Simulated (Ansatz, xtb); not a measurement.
# C4H8BN: which of two isomers lies lower

Structure a is `B/C=C(/N)C=C`, a singlet and structure b is `B/C=C(\N)C=C`, a singlet. Both are isolated molecules in the gas phase, relaxed with PBE0-D3(BJ)/def2-SVP; the shapes shown needn't be the lowest conformers.

a (Å):

```xyz
14

C    -1.4964   -0.1708   -1.4160
C    -2.1683   -0.3501   -0.2188
C    -1.9781    0.5618    0.9191
C    -2.7769    0.6426    1.9893
B    -0.5095    0.9227   -1.7356
N    -3.0594   -1.3530   -0.0464
H    -0.1770    1.7637   -0.9270
H    -0.0045    0.9780   -2.8365
H    -1.7342   -0.9173   -2.1864
H    -3.3709   -1.6100    0.8785
H    -3.1845   -2.0328   -0.7831
H    -1.1171    1.2252    0.8304
H    -2.5666    1.3525    2.7925
H    -3.6828    0.0390    2.1032
```

b (Å):

```xyz
14

C    -1.7235    0.5907   -1.3091
C    -1.9605    0.0946   -0.0367
C    -2.7756    0.8716    0.9105
C    -3.3323    0.3958    2.0306
B    -0.8643   -0.0789   -2.3491
N    -1.5153   -1.1092    0.3870
H    -0.7218    0.3917   -3.4555
H    -0.2687   -1.1159   -2.1065
H    -2.2201    1.5431   -1.5191
H    -1.4189   -1.2849    1.3764
H    -0.9083   -1.6241   -0.2393
H    -2.9344    1.9157    0.6275
H    -3.2434   -0.6536    2.3269
H    -3.9306    1.0385    2.6804
```

Quicker runs give these differences E(b) − E(a): GFN2-xTB −3.15 kJ/mol; HF/STO-3G −3.20 kJ/mol (at GFN2-xTB geometries); r2SCAN-D4/def2-SVP −1.88 kJ/mol (at GFN2-xTB geometries).

**Question.** Estimate E(b) − E(a) at the level CCSD(T)/def2-SVP + ΔMP2/def2-TZVPP.

**Answer.** Too close to call at this level: CCSD(T)/def2-SVP + ΔMP2/def2-TZVPP gives E(b) − E(a) = −1.61 kJ/mol.

How the difference moves with the method:

```tsv
level	geometry	E(b) − E(a) (kJ/mol)	departure from the last row (kJ/mol)	job, with rough time for the two
GFN2-xTB	GFN2-xTB	−3.15	−1.54	optimisation, 0.15 s
HF/STO-3G	GFN2-xTB	−3.20	−1.59	single point, 0.3 s
r2SCAN-D4/def2-SVP	GFN2-xTB	−1.88	−0.27	single point, 2.3 s
PBE0-D3(BJ)/def2-SVP	PBE0-D3(BJ)/def2-SVP	−1.90	−0.29	optimisation, 35 s
HF/def2-SVP	PBE0-D3(BJ)/def2-SVP	−2.58	−0.97	part of the CCSD(T) run
MP2/def2-SVP	PBE0-D3(BJ)/def2-SVP	−2.24	−0.63	part of the CCSD(T) run
CCSD(T)/def2-SVP	PBE0-D3(BJ)/def2-SVP	−2.45	−0.84	single point
CCSD(T)/def2-SVP + ΔMP2/def2-TZVPP	PBE0-D3(BJ)/def2-SVP	−1.61		single point, 29 s
```

As drawn, both hold the same kinds of bond in the same numbers.

The largest departure from CCSD(T)/def2-SVP + ΔMP2/def2-TZVPP is that of HF/STO-3G, 1.59 kJ/mol. The last row adds to CCSD(T) the change of the MP2 difference between the two basis sets, here +0.84 kJ/mol.

With thermal terms from frequencies at re-optimised GFN2-xTB minima (ideal gas, soft modes damped towards free rotors, one conformer each, 298.15 K, 1 atm): on the last row, ΔE + ΔZPE = −1.20, ΔH = −1.48, ΔG = −0.76 kJ/mol.

The correlated steps freeze 6 core orbitals. Programs: Ansatz 0.2.0, xtb 6.7.1; the last row on 2 threads of Intel(R) Xeon(R) 6975P-C (Granite Rapids) on a shared host.

Every level puts b slightly lower, but the gap is small because the two isomers share the same main electronic feature. In both, the nitrogen lone pair is delocalised through the C=C bond into the empty boron p orbital, a push-pull arrangement that works from either side of the double bond. The nearly planar diene is also retained in both.

What differs is which group sits beside the boryl group. In b an N–H hydrogen points towards a hydridic B–H hydrogen, whereas in a the corresponding contact comes from a vinyl C–H. The more protic N–H probably gives b a little extra electrostatic stabilisation, offset in part by crowding. Hartree–Fock already favours b, so the preference doesn't depend on correlation. Its reduction in the larger basis suggests that the small basis somewhat overstates the close contact.

The results support near-degeneracy with a slight lean towards b, not a strong dihydrogen bond. Nor does the small energy difference show how readily the isomers interconvert, which depends on the barrier to rotation about the polarised C=C bond.
